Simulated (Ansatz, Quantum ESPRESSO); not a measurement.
# Charge against electrode potential for a four-layer Co(0001) slab in PBE: linearity and the position of the surface charge

A simple rule of thumb treats a charged metal face as one plate of a capacitor: its potential runs linearly with the charge, and the plate lies in the top plane of atoms. I put both halves of that rule to the test on Co(0001), because the position of the plate sets how much charge a given voltage brings to the surface. The calculated quantity is the electron potential at the facing electrode, measured from the Fermi level of the slab, for six charges from about −3 to +6 × 10¹³ e/cm², positive where electrons are removed. The first half of the rule holds well and the second fails.

## Systems and settings

1×1 slabs of 4 layers at the tabulated measured lattice constant, clean, top layers relaxed with Ansatz 0.2.0 under PBE. The slab faces a perfect electrode across vacuum above it and open vacuum below (effective screening medium, Quantum ESPRESSO 7.5 (pw.x), GBRV ultrasoft pseudopotentials, cutoffs 40 and 200 Ry). Charges from −3 to +6×10¹³ e/cm² are put on the slab with its atoms held; points where added electrons spill towards the electrode are left out. Spin-polarised for Co, no spin-orbit coupling. The charged runs use Marzari-Vanderbilt smearing of 0.02 Ry, k-spacing 0.24 Å⁻¹ (2π included); functional as named with each line. The same in all rows: distance from the top atom to the electrode: 5.04 Å.

Notes on method and selection:

- A vacuum distance d alone gives a slope of 0.181·d eV per 10¹³ e/cm², d in Å.
- At zero charge the potential is the work function of the upper face.
- Removing electrons pulls the charge plane inwards and adding them pushes it out, which bends the line slightly.
- Runs with a warning of large negative density or a flawed pseudopotential file, with a field left in the vacuum, or with open shells run without spin are not listed.
- Runs in which the search for lower states was switched off are not listed.
- Runs that did not converge, have known faults or may not be shown are not listed, and runs on Ansatz's PAW sets soft_1 and soft_2 are kept to separate tables.

Columns:

- charge (10¹³ e/cm²): charge of the slab per area, positive where electrons are removed.
- back work function (eV): vacuum level below the slab less the Fermi level.
- potential (eV): electron potential at the electrode less the Fermi level.

## Computed values

| member | charge (10¹³ e/cm²) | back work function (eV) | potential (eV) |
| --- | --- | --- | --- |
| −3.0 | −3.01 | 5.022 | 3.196 |
| −1.5 | −1.50 | 5.024 | 4.070 |
| +0.0 | 0.00 | 5.024 | 4.961 |
| +1.5 | 1.50 | 5.033 | 5.866 |
| +3.0 | 3.01 | 5.032 | 6.783 |
| +6.0 | 5.99 | 5.036 | 8.639 |

Least-squares fits to the whole series, with x = charge (10¹³ e/cm²); R² and errors in the fitted variable (y, or ln y where the fit is in ln y):

| y | members | fit | R² | rms residual | leave-one-out rms | the same for the mean of the others |
| --- | --- | --- | --- | --- | --- | --- |
| potential (eV) | 6 | y = 4.982 + 0.6051 x | 1.00 | 0.025 | 0.050 | 2.1 |

## What drives the series

The potential rises by 5.443 eV over the series, and a straight line follows it with an rms residual of 0.025 eV. When each row is left out in turn, the line predicts it with an rms error of 0.050 eV, against 2.1 eV for the mean of the others.

The simplest model needs three assumptions.

1. The metal screens its interior, so the Fermi level keeps its place relative to the potential inside the slab.
2. There is no field in the open vacuum below, so the whole added charge sits on the upper face.
3. That charge acts as a thin sheet at a fixed distance $d$ from the electrode.

At zero charge the potential at the electrode is the work function $\Phi$ of the upper face. A charge $\sigma$ per area sets up a uniform field $e\sigma/\varepsilon_0$ between sheet and electrode. For a positive slab the field pulls electrons back to the metal, so an electron carried across the distance $d$ to the electrode gains the potential energy $e^2\sigma d/\varepsilon_0$. With $\sigma$ in 10¹³ e/cm², $d$ in Å and energies in eV, this gives

$$V(\sigma) = \Phi + 0.181\,d\,\sigma .$$

The two parameters are $\Phi$ and $d$. The back work function supports the first two assumptions: it stays between 5.022 and 5.036 eV while the potential on the other side changes by several eV. At zero charge the two faces differ by 5.024 − 4.961 = 0.063 eV, probably because only the top layers were relaxed, so $\Phi$ has to be taken from the upper face.

A plate in the top plane of atoms would have $d$ = 5.04 Å and a slope of 0.181 × 5.04 = 0.912 eV per 10¹³ e/cm². The fitted slope is only 0.6051, which gives 0.6051 / 0.181 = 3.34 Å. The charge is therefore centred 5.04 − 3.34 = 1.70 Å outside the top nuclei, on the side of the electrode. This is reasonable for a metal, since the field is screened by the outer tail of the electron density, before it reaches the atomic cores. In units of 10¹³ e/cm², one volt thus brings a charge of 1 / 0.6051 = 1.65 to the surface, where a plate in the top plane of atoms would take only 1 / 0.912 = 1.10.

## Fixing and testing the model

I fix the two parameters on the members +0.0 and +3.0 and leave the other four rows as a test. The neutral slab gives $\Phi$ = 4.961 eV directly. The slope follows from the difference between the two members:

(6.783 − 4.961) / 3.01 = 1.822 / 3.01 = 0.6053 eV per 10¹³ e/cm².

This is almost the slope of the fit to all six rows, so the choice of these two members does not distort the gap.

For −3.0 the model gives 4.961 − 3.01 × 0.6053 = 3.139 eV. The table has 3.196 eV, which is 0.057 eV higher.

For −1.5 it gives 4.961 − 1.50 × 0.6053 = 4.053 eV. The table has 4.070 eV, which is 0.017 eV higher.

For +1.5 it gives 4.961 + 1.50 × 0.6053 = 5.869 eV. The table has 5.866 eV, which is 0.003 eV lower. This row lies between the two fixed members, so it is the easiest of the four.

For +6.0 it gives 4.961 + 5.99 × 0.6053 = 8.587 eV. The table has 8.639 eV, which is 0.052 eV higher. Here the charge is about twice that of the charged member used to fix the slope, and the miss is still only 0.052 / 3.678 = 1.4 % of the rise from the neutral slab.

## Where the trend breaks

Largest departures from the fit to the whole series:

| member | potential (eV) | fit | computed − fit | in rms residuals |
| --- | --- | --- | --- | --- |
| −3.0 | 3.196 | 3.161 | +0.035 | 1.4 |
| +6.0 | 8.639 | 8.607 | +0.032 | 1.3 |
| +1.5 | 5.866 | 5.890 | −0.024 | 0.9 |
| +0.0 | 4.961 | 4.982 | −0.021 | 0.8 |

The straight line through +0.0 and +3.0 lies too low at both ends of the series, by 0.057 eV at −3.0 and by 0.052 eV at +6.0. Equal signs at opposite charges mean a curve, and the slope between neighbouring rows does rise at every step, from (4.070 − 3.196) / (3.01 − 1.50) = 0.579 to (8.639 − 6.783) / (5.99 − 3.01) = 0.623 eV per 10¹³ e/cm².

The assumption that fails is the fixed sheet. Added electrons push the charge plane out and shorten the gap, so the potential falls less than the line says. Removing electrons draws the plane in and lengthens the gap, so the potential rises more. Measured from the neutral slab, the gap is 1.765 / 3.01 / 0.181 = 3.24 Å at −3.0 and 3.678 / 5.99 / 0.181 = 3.39 Å at +6.0, a shift of 3.39 − 3.24 = 0.15 Å.

The atoms are held, and the magnetic moments hardly change with the charge, so neither moving nuclei nor a change of magnetic state causes the bend.

## Summary

From −3 to +6 × 10¹³ e/cm² the potential is linear in the charge to within a few hundredths of an eV, provided that added electrons stay on the metal. The length worth carrying to another electrode distance is the 1.7 Å between top nuclei and charge, since the slope itself changes with the gap.

Two effects of a real electrolyte are absent. A polarisable liquid in the gap would screen the field and lower the slope. Water adsorbed on the metal usually lowers the work function and would shift the whole line down.
